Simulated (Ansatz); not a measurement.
# Ag: Grüneisen parameters and expansion

All numbers below come from Ansatz 0.2.0, DFT PBEsol, scalar-relativistic, plane waves, PAW. Settings: 420 eV plane-wave cutoff, Γ-centred 20×20×20 mesh, Fermi-Dirac smearing of 0.15 eV. No spin polarisation. Phonons by linear response, acoustic sum rule imposed.

The cell, relaxed at this level:
```xyz
1
Lattice="0.0000 2.0272 2.0272 2.0272 0.0000 2.0272 2.0272 2.0272 0.0000" Properties=species:S:1:pos:R:3 pbc="T T T"
Ag    0.0000    0.0000    0.0000
```

In a metal, frequencies depend on the k mesh and the smearing, soft modes most.

Phonons on a 2×2×2 q mesh at 0.98, 1 and 1.02 times the equilibrium volume give γ = −d ln ν/d ln V, modes matched by rank. The cell has V = 16.66 Å³ with 1 atom and B = 119 GPa. Points of the mesh (fractions of the reciprocal vectors) with their weights out of 8; the acoustic modes at Γ are left out:

```
               q weight  ν (cm⁻¹)     γ  degeneracy
 0.00 0.00 -0.50       4        78  2.07           2
 0.00 0.00 -0.50       4       178  2.71           1
0.00 -0.50 -0.50       3       117  2.36           2
0.00 -0.50 -0.50       3       176  2.67           1
```

**Question.** Work out the volume expansion coefficient at 50, 100, 300 and 800 K in Grüneisen's theory.

**Answer.** Each mode holds c = k_B x² eˣ/(eˣ − 1)², x = hcν/k_BT (k_B = 0.695 cm⁻¹/K). Weighted over the mesh, C_V = Σ c, γ̄ = Σ cγ/C_V and α_V = γ̄ C_V/(BV):
```csv
T (K),C_V (k_B a cell),γ̄,α_V (10⁻⁶/K)
50,1.12,2.23,17.3
100,2.02,2.32,32.5
300,2.54,2.35,41.6
800,2.61,2.36,42.9
```

The classical limit of C_V is 3n = 3 k_B, less the 3/8 k_B of the three modes left out, which leaves C_V and α_V about 12 % low even at high temperature. All γ are positive, so the crystal expands at every temperature. For a cubic crystal the linear coefficient is a third of α_V. A mesh this coarse misses long acoustic waves, so the low-temperature rows are rough; B and γ are held at their static values, and the electrons' part is left out.

**Question.** The zero-point energy of the cell, summed on a denser interpolated mesh, is 22.628, 21.537 and 20.487 meV at the three volumes. How far does it expand the lattice at 0 K?

**Answer.** P_zp = −dE_zp/dV = 2.141 meV / (0.666 Å³) × 0.16022 GPa Å³/meV = 0.515 GPa, so ΔV/V = P_zp/B = 0.43 %. This share is taken off a measured low-temperature volume before it is compared with a static calculation.

Cost: 6 runs of about 4.1 core-minutes in all, on Arm Neoverse V2 (shared hosts).

The expansion follows the heat capacity: γ̄ rises only from 2.23 to 2.36, while α_V climbs steeply and then levels off as the modes approach equipartition. The small rise in γ̄ reflects the order in which modes are excited, since the soft transverse pair at 78 cm⁻¹ has the lowest γ and the stiffer modes have larger ones. Longitudinal motion compresses neighbouring atoms more directly, and so probably samples more of the steep short-range repulsion between filled 4d shells. Zero-point pressure weights the modes differently, by frequency, which favours the stiff longitudinal branches.

Even after allowing for the omitted modes, the expansion at 300 K lies below the measured value for silver. The likely cause is the static bulk modulus of 119 GPa, which is stiffer than that of the real metal at room temperature and enters α_V inversely. The calculation therefore supports ordinary positive expansion driven by anharmonic lattice vibrations, but not a quantitative expansion coefficient.
